**Half a 5p hole in divalent lanthanide ions: screening, curvature and the La2+ offset**

The table holds the energy cost of removing half a spin-down 5p electron and the two 5p spin eigenvalues for eight lanthanide 2+ ions, from a spherical all-electron scalar-relativistic r2SCAN calculation with the 4f and 5d shells unpolarised. The program uses Janak's theorem to split the cost into level depth and curvature $U$, and checks the split against the full-ion 5p level of Nd2+, where it misses the energy by 0.09%. It fits a screened hydrogenic level with constant screening, a straight line and a drifting screening to the seven 4f$^n$ rows. Constant screening gives growing steps while the tabulated steps shrink, and near Nd2+ the net step, relaxation included, is about 4% of the shift a bare proton would cause. La2+ (5d$^1$), left out of the fits, lies 2.1 to 2.7 eV deeper than the extrapolated 4f series, while its $U$ and spin splitting stay within 2% of it.

Divalent lanthanide ions with 3 spin-up and 2.5 spin-down 5p electrons, computed with radks 1 and Libxc: spherical all-electron Kohn-Sham, scalar-relativistic r2SCAN, Fermi nuclear charge distribution. Other open shells are unpolarised. Energies are relative to the ion with full 5p, which the configuration and electron columns describe; the eigenvalues are those of 5p.

## Program and output

```python
# Table: energy cost (eV) of removing half a spin-down 5p electron and the 5p spin eigenvalues,
# lanthanide 2+ ions, radks + Libxc, r2SCAN, scalar-relativistic, spherical, 4f/5d unpolarised.
# Tested: Janak split into level depth and curvature U, screened hydrogenic scaling, La2+ offset.
T = {
    'ion': ['La2+', 'Pr2+', 'Nd2+', 'Sm2+', 'Eu2+', 'Tb2+', 'Ho2+', 'Yb2+'],
    'Z': [57, 59, 60, 62, 63, 65, 67, 70],
    'N': [55, 57, 58, 60, 61, 63, 65, 68],
    'configuration': ['[Xe] 5d1', '[Kr] 4d10 4f3 5s2 5p6', '[Kr] 4d10 4f4 5s2 5p6', '[Kr] 4d10 4f6 5s2 5p6', '[Kr] 4d10 4f7 5s2 5p6', '[Kr] 4d10 4f9 5s2 5p6', '[Kr] 4d10 4f11 5s2 5p6', '[Kr] 4d10 4f14 5s2 5p6'],
    'nuclear_rms_radius': [4.855, 4.8919, 4.9123, 5.0819, 5.1115, 5.06, 5.2022, 5.3108],  # fm
    'energy_change': [19.066, 18.723, 19.185, 20.039, 20.443, 21.223, 21.982, 23.102],  # eV
    'spin_up_eigenvalue': [-41.347, -40.749, -41.738, -43.574, -44.445, -46.129, -47.764, -50.175],  # eV
    'spin_down_eigenvalue': [-40.832, -40.21, -41.186, -42.997, -43.856, -45.515, -47.128, -49.507],  # eV
}
import numpy as np
from scipy.constants import physical_constants as pc
Ha = pc['Hartree energy in eV'][0]; Ry = Ha/2
ion = T['ion']; Z = np.array(T['Z'], float); dE = np.array(T['energy_change'], float)
up = np.array(T['spin_up_eigenvalue'], float); dn = np.array(T['spin_down_eigenvalue'], float)
f = np.array(['4f' in c for c in T['configuration']])  # La2+ (5d1 4f0) is left out of fits
# further outputs of the same calculation, full Nd2+ ion: 5p level (eV), <1/r> of 5p (1/bohr)
e5p_Nd, rinv_Nd = -35.6252, 0.758902
U = -4*dn - 8*dE; ef = -4*dE - dn; sp = dn - up
La, Pr, Nd, Sm, Yb = [ion.index(s) for s in ('La2+', 'Pr2+', 'Nd2+', 'Sm2+', 'Yb2+')]
print('Rounding: dE, levels 0.0005 eV; splitting 0.001; U 0.006; full-ion level 0.0025')
print('ion   U(eV)  full level(eV)  splitting(eV)  split/U  dE/|down|  |down|-2dE(eV)')
for i, s in enumerate(ion):
    print(f'{s} {U[i]:7.3f} {ef[i]:9.3f} {sp[i]:11.3f} {sp[i]/U[i]:12.4f} {-dE[i]/dn[i]:9.4f} {-dn[i]-2*dE[i]:9.3f}')
tr = -0.25*(e5p_Nd + dn[Nd]); Ud = 2*(e5p_Nd - dn[Nd])
print(f'Nd2+ Janak trapezoid {tr:.3f} eV, table {dE[Nd]:.3f}, miss {tr-dE[Nd]:+.3f} ({100*(tr/dE[Nd]-1):+.2f}%)')
print(f'Nd2+ full level inferred {ef[Nd]:.3f}, computed {e5p_Nd:.3f}, miss {ef[Nd]-e5p_Nd:+.3f} eV')
print(f'Nd2+ U from two levels {Ud:.3f} eV, from energy {U[Nd]:.3f} ({100*(U[Nd]/Ud-1):+.1f}%)')
print(f'Pr to Yb rise of dE {dE[Yb]-dE[Pr]:.3f} eV = depth {-(ef[Yb]-ef[Pr])/2:.3f} + curvature {(U[Yb]-U[Pr])/8:.3f}')
print(f'Yb/Pr ratios: dE {dE[Yb]/dE[Pr]:.3f}, down level {dn[Yb]/dn[Pr]:.3f}, U {U[Yb]/U[Pr]:.3f}, splitting {sp[Yb]/sp[Pr]:.3f}')
print(f'La minus Pr (eV): dE {dE[La]-dE[Pr]:+.3f}, depth {dn[Pr]-dn[La]:+.3f}, U {U[La]-U[Pr]:+.3f}, splitting {sp[La]-sp[Pr]:+.3f}')
x = Z[f] - 64; names = [s for s, k in zip(ion, f) if k]
sE = np.diff(dE[f])/np.diff(x); sD = -np.diff(dn[f])/np.diff(x)
print('Intervals:', ' '.join(a[:2]+'-'+b[:2] for a, b in zip(names, names[1:])))
print('step of dE per Z (eV):   ', ' '.join(f'{v:.3f}' for v in sE))
print('step of depth per Z (eV):', ' '.join(f'{v:.3f}' for v in sD))
sl = -(ef[Sm] - ef[Pr])/(Z[Sm] - Z[Pr])
print(f'Bare proton shift of Nd 5p {rinv_Nd*Ha:.2f} eV; full-level slope Pr-Sm {sl:.3f} eV/Z; unscreened share {sl/(rinv_Nd*Ha):.3f}')
print(f'Nd2+ U over <1/r> energy: {U[Nd]/(rinv_Nd*Ha):.3f}')
y = -dn[f]; q = np.sqrt(y/Ry); xa = Z - 64
pA, pB, pC = np.polyfit(x, q, 1), np.polyfit(x, y, 1), np.polyfit(x, q, 2)
mods = [('constant screening', Ry*np.polyval(pA, xa)**2), ('straight line', np.polyval(pB, xa)),
        ('drifting screening', Ry*np.polyval(pC, xa)**2)]
print('Depth of spin-down level, table minus model (eV), order', ' '.join(s[:2] for s in ion), '(La not fitted)')
for nm, m in mods:
    r = -dn - m; w = np.argmax(np.abs(r)*f)
    print(f'{nm}:', ' '.join(f'{v:+.3f}' for v in r), f'| rms {np.sqrt(np.mean(r[f]**2)):.3f}, worst {ion[w]}')
ne = np.sqrt(-2*e5p_Nd/Ha)/rinv_Nd
print(f'constant screening: d(Zeff/n)/dZ {pA[0]:.4f}; share {5*pA[0]:.3f} for n=5, {ne*pA[0]:.3f} for n={ne:.2f} (Nd <1/r>)')
mA = mods[0][1][f]; sA = np.diff(mA)/np.diff(x)
print(f'constant screening steps grow {sA[0]:.3f} to {sA[-1]:.3f} eV/Z; table steps fall {sD[0]:.3f} to {sD[-1]:.3f}')
print(f'straight line slope {pB[0]:.3f} eV/Z; drifting: d(Zeff/n)/dZ {np.polyval(np.polyder(pC), x[0]):.4f} (Pr) to {np.polyval(np.polyder(pC), x[-1]):.4f} (Yb)')
kU = np.polyfit(np.log(y), np.log(U[f]), 1)[0]; kS = np.polyfit(np.log(y), np.log(sp[f]), 1)[0]
print(f'Exponent against depth (hydrogenic 0.5): U {kU:.2f}, splitting {kS:.2f}')
rc = dE[f] - np.polyval(np.polyfit(x, dE[f], 3), x)
print('dE minus cubic (eV):', ' '.join(f'{s[:2]} {v:+.4f}' for s, v in zip(names, rc)))
R = np.array(T['nuclear_rms_radius'], float)[f]
print('nuclear radius step per Z (fm):', ' '.join(f'{v:+.3f}' for v in np.diff(R)/np.diff(x)))
print('La2+ minus 4f series extrapolated to Z=57, degree 1, 2, 3 (eV and %):')
off = {}
for nm, a in (('dE', dE), ('depth', -dn), ('U', U), ('splitting', sp)):
    e = np.array([np.polyval(np.polyfit(x, a[f], d), xa[La]) for d in (1, 2, 3)])
    off[nm] = a[La] - e
    print(f'{nm}:', '  '.join(f'{a[La]-v:+.3f} ({100*(a[La]/v-1):+.1f}%)' for v in e))
print(f'La depth offset over Nd bare shift: {off["depth"].min()/(rinv_Nd*Ha):.2f} to {off["depth"].max()/(rinv_Nd*Ha):.2f}')
print(f'La dE matches the 4f series at Z = {np.interp(dE[La], dE[f], Z[f]):.2f}')
assert np.all(sE > 0) and np.all(np.diff(sE) < 0) and np.all(np.diff(sD) < 0)
assert dE[La] > dE[Pr] and U[La] < U[Pr] and sp[La] < sp[Pr]
assert np.all(sp > 0) and np.all(U > 0) and np.argmax(sp) == Yb
assert abs(tr - dE[Nd]) < 0.05
```

It prints:

```
Rounding: dE, levels 0.0005 eV; splitting 0.001; U 0.006; full-ion level 0.0025
ion   U(eV)  full level(eV)  splitting(eV)  split/U  dE/|down|  |down|-2dE(eV)
La2+  10.800   -35.432       0.515       0.0477    0.4669     2.700
Pr2+  11.056   -34.682       0.539       0.0488    0.4656     2.764
Nd2+  11.264   -35.554       0.552       0.0490    0.4658     2.816
Sm2+  11.676   -37.159       0.577       0.0494    0.4661     2.919
Eu2+  11.880   -37.916       0.589       0.0496    0.4661     2.970
Tb2+  12.276   -39.377       0.614       0.0500    0.4663     3.069
Ho2+  12.656   -40.800       0.636       0.0503    0.4664     3.164
Yb2+  13.212   -42.901       0.668       0.0506    0.4666     3.303
Nd2+ Janak trapezoid 19.203 eV, table 19.185, miss +0.018 (+0.09%)
Nd2+ full level inferred -35.554, computed -35.625, miss +0.071 eV
Nd2+ U from two levels 11.122 eV, from energy 11.264 (+1.3%)
Pr to Yb rise of dE 4.379 eV = depth 4.110 + curvature 0.269
Yb/Pr ratios: dE 1.234, down level 1.231, U 1.195, splitting 1.239
La minus Pr (eV): dE +0.343, depth +0.622, U -0.256, splitting -0.024
Intervals: Pr-Nd Nd-Sm Sm-Eu Eu-Tb Tb-Ho Ho-Yb
step of dE per Z (eV):    0.462 0.427 0.404 0.390 0.380 0.373
step of depth per Z (eV): 0.976 0.905 0.859 0.829 0.806 0.793
Bare proton shift of Nd 5p 20.65 eV; full-level slope Pr-Sm 0.826 eV/Z; unscreened share 0.040
Nd2+ U over <1/r> energy: 0.545
Depth of spin-down level, table minus model (eV), order La Pr Nd Sm Eu Tb Ho Yb (La not fitted)
constant screening: +1.988 -0.219 -0.047 +0.131 +0.162 +0.140 +0.041 -0.207 | rms 0.150, worst Pr2+
straight line: +2.143 -0.163 -0.029 +0.098 +0.115 +0.090 +0.019 -0.128 | rms 0.104, worst Pr2+
drifting screening: +2.459 -0.037 +0.021 +0.037 +0.021 -0.023 -0.044 +0.025 | rms 0.031, worst Ho2+
constant screening: d(Zeff/n)/dZ 0.0171; share 0.085 for n=5, 0.036 for n=2.13 (Nd <1/r>)
constant screening steps grow 0.804 to 0.876 eV/Z; table steps fall 0.976 to 0.793
straight line slope 0.842 eV/Z; drifting: d(Zeff/n)/dZ 0.0198 (Pr) to 0.0143 (Yb)
Exponent against depth (hydrogenic 0.5): U 0.86, splitting 1.04
dE minus cubic (eV): Pr -0.0025 Nd +0.0038 Sm +0.0006 Eu -0.0018 Tb -0.0023 Ho +0.0028 Yb -0.0006
nuclear radius step per Z (fm): +0.020 +0.085 +0.030 -0.026 +0.071 +0.036
La2+ minus 4f series extrapolated to Z=57, degree 1, 2, 3 (eV and %):
dE: +1.057 (+5.9%)  +1.221 (+6.8%)  +1.318 (+7.4%)
depth: +2.143 (+5.5%)  +2.485 (+6.5%)  +2.680 (+7.0%)
U: +0.116 (+1.1%)  +0.174 (+1.6%)  +0.173 (+1.6%)
splitting: -0.002 (-0.5%)  +0.003 (+0.6%)  +0.002 (+0.3%)
La depth offset over Nd bare shift: 0.10 to 0.13
La dE matches the 4f series at Z = 59.74
```
